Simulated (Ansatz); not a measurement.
## A series in volume scale on BP

Results calculated with Ansatz 0.2.0-dev trial, not measured. RPA total energy (exact exchange plus RPA correlation) on Kohn-Sham orbitals over scaled volumes of the cell given; energies count from the value at scale 1 or the largest scale.

The cell before it is scaled or strained (space group F-43m, No. 216):
```
BP
1.0
      0.0000     2.2690     2.2690
      2.2690     0.0000     2.2690
      2.2690     2.2690     0.0000
B P
1 1
Direct
  0.00000 0.00000 0.00000
  0.25000 0.25000 0.25000
```

Settings of every row: orbitals functional PBE; datasets soft_paw first; wave cutoff 800 eV; k mesh 4x4x4; correlated electrons 8; response cutoff 500 eV; long wavelength term neglected.

Limits: coarse mesh, values belong to these settings and can lie far from the converged crystal; soft datasets can hold too little correlation; the count of empty bands follows the volume.

```
row  volume scale  V (Å³/atom)  RPA energy (eV, a cell)  total energy with exact exchange (eV, a cell)  energy of the functional (eV, a cell)
  1          0.92       10.747                   0.1057                                         0.1516                                 0.1157
  2          0.96       11.214                   0.0282                                         0.0486                                  0.034
  3             1       11.682                        0                                              0                                      0
  4          1.04       12.149                   0.0122                                         -0.003                                 0.0057
  5          1.08       12.616                        ?                                              ?                                      ?
```

Question: what RPA energy and total energy with exact exchange should row 5 give?

Worked fit of RPA energy. Take u = (V_r/V)^(2/3) − 1 with V_r = 11.448 Å³ an atom, which is twice the finite (Eulerian) strain; such expansions in the strain, on which the Birch-Murnaghan equation of state is built, carry the rest volume and the bulk modulus. The shown rows have u = 0.04303, 0.01386, -0.0134, -0.03885. Least squares give RPA energy = 0.00852 + 1.0217 × u + 28.736 × u² eV; a straight line predicts inner rows, each left out in turn, worse (root mean square 0.031 against 1.5e-05 eV). All shown rows lie on it to the printed digit. The withheld row has u = -0.06271, so the fit gives 0.00852 + 1.0217 × (-0.06271) + 28.736 × (-0.06271)² = 0.0575 eV.

The calculation gave 0.0581 eV. The fit lies 0.0006 eV (1 % of the value, 0.57 % of the column's range) below it; its largest miss of a shown row is 0.0000 eV. This row lies beyond the range of the fit.

Worked fit of total energy with exact exchange. Take u = (V_r/V)^(2/3) − 1 with V_r = 11.448 Å³ an atom, which is twice the finite (Eulerian) strain; such expansions in the strain, on which the Birch-Murnaghan equation of state is built, carry the rest volume and the bulk modulus. The shown rows have u = 0.04303, 0.01386, -0.0134, -0.03885. Least squares give total energy with exact exchange = 0.01809 + 1.7586 × u + 31.259 × u² eV; a straight line predicts inner rows, each left out in turn, worse (root mean square 0.033 against 0.0003 eV). The rows lie off it by 0.0000, 0.0001, -0.0001, 0.0001. The withheld row has u = -0.06271, so the fit gives 0.01809 + 1.7586 × (-0.06271) + 31.259 × (-0.06271)² = 0.0307 eV.

The calculation gave 0.0322 eV. The fit lies 0.0015 eV (4.7 % of the value, 0.97 % of the column's range) below it; its largest miss of a shown row is 0.0001 eV. This row lies beyond the range of the fit.

The other values of row 5: energy of the functional 0.0441 eV.
